Thomas–Fermi kinetic energy: cost against accuracy

Hartree atomic units; spin-unpolarised unless stated.

1. Counting
Two states per phase-space cell (2π)³, filled to k_F:
n = k_F³/3π², t = 2∫(k²/2)d³k/(2π)³ = k_F⁵/10π².
With k_F = (3π²n)^(1/3), applied locally:
T_TF = C_F∫n^(5/3)d³r, C_F = (3/10)(3π²)^(2/3) = 2.871.
Fully polarised: 2^(2/3)C_F = 4.558. In 2D, k_F² = 2πn and t = πn²/2; in 1D, k_F = πn/2 and t = π²n³/24.
Sodium, typical r_s = 3.93: k_F = 0.488 bohr⁻¹, t/n = 1.95 eV.

2. Solvable model
N non-interacting electrons in V = ω²r²/2. Matching the TF ⟨r²⟩ to a uniform sphere of radius r_sN^(1/3) gives ω = (5/4)(3/N)^(1/3)/r_s² = 3.18 eV·N^(−1/3). Shell j holds (j+1)(j+2) electrons at (j+3/2)ω. Filling j = 0…x−2:
N = x(x²−1)/3, E = ωx²(x²−1)/4.
Let y = (3N)^(1/3) and δ = E_method/E − 1, independent of ω.

3. Deviations
TF: n = [2(μ−V)]^(3/2)/3π², μ = yω, E_TF = ωy⁴/4, δ = (1−x⁻²)^(1/3) − 1 ≈ −1/(3x²).
GE2: add T₂ = (1/72)∫|∇n|²/n (coefficient fixed by the q² term of the Lindhard response) on the TF density. By parts, T₂ = (√2/24π²)∫√(μ−V)∇²V d³r = ωy²/8, so δ ≈ +1/(6x²): halved, same power. The remainder is shell structure.
Orbitals, 7-point Laplacian, spacing h = κ/√(2μ): p²/2 becomes (1−cos ph)/h² ≈ p²/2 − h²p⁴/24 per axis. With ⟨p⁴⟩ = (3/4)ω²(2m²+2m+1) in 1D level m, the occupied sum is 3ω²x(x⁴−1)/20, and
δ = −κ²(x²+1)/(80xy) → −κ²/80.
At N = 40, κ = 1 this is −1.32 %; diagonalising gives −1.34 %.

4. Costs
Cube of side 3R, R the TF radius: G = G₁/κ³ points, G₁ = (6y)³ = 648N. Counts are per sweep; iteration numbers are excluded.
TF: one evaluation per point, work G₁, memory G₁. κ = 1 suffices: by Poisson summation each shortest reciprocal vector shifts ∫(μ−V)^(5/2) by a fraction ∝ (R/h)^(−9/2), at most about 3×10⁻⁶ for N = 40.
GE2: one stencil more, work 8G₁, memory G₁.
Orbitals, M = N/2: stencils 7MG, orthogonalisation M²G, memory MG. For accuracy ε, κ² ≈ 80ε: work ∝ N³ε^(−3/2), memory ∝ N²ε^(−3/2). Beating GE2 needs κ < 3.65/x, hence work ∝ N⁴.

δ in %, then work and memory in G₁:
method | N = 40 | N = 330 | N = 2660
TF | −1.35, 1, 1 | −0.334, 1, 1 | −0.0834, 1, 1
GE2 | +0.68, 8, 1 | +0.167, 8, 1 | +0.0417, 8, 1
orbitals κ = 1 | −1.3, 540, 20 | −1.3, 2.8×10⁴, 165 | −1.3, 1.8×10⁶, 1330
orbitals κ = 1/4 | −0.082, 3.5×10⁴, 1280 | −0.079, 1.8×10⁶, 10560 | −0.078, 1.1×10⁸, 85120

5. Choices
Cheapest for |δ| ≤ 1 %: GE2 at N = 40, TF at 330 and 2660.
Cheapest for |δ| ≤ 0.1 %: orbitals with κ = 0.28 at N = 40 (2.6×10⁴G₁) and 330 (1.3×10⁶G₁); TF at 2660.
Best within 10G₁: GE2 throughout.
Best within 10⁴G₁: orbitals at N = 40 (κ = 0.38, δ = −0.19 %); GE2 at 330, where orbitals afford only κ = 1.4 and miss by over 2 %, and at 2660.

6. Limits
Open shells: E is linear in N within a shell. At half filling δ ≈ −5/(6y²) for TF and −1/(3y²) for GE2. N = 2870 gives −0.20 % and −0.079 %, moving the 0.1 % choice to GE2.
Absolute scale: the model's E_TF/N is 3.44 eV, and its TF deviation at N = 2660 totals 7.6 eV, growing as N^(1/3). The sodium vacancy formation energy is 0.36 eV (compiled value, Riffe 2024), so a TF defect energy would rest on cancellation.
Real sodium clusters typically have a flat-bottomed well and a surface of fixed width. There T₂ scales with area, so the relative TF deviation falls only as N^(−1/3): the model understates it by a factor growing as N^(1/3).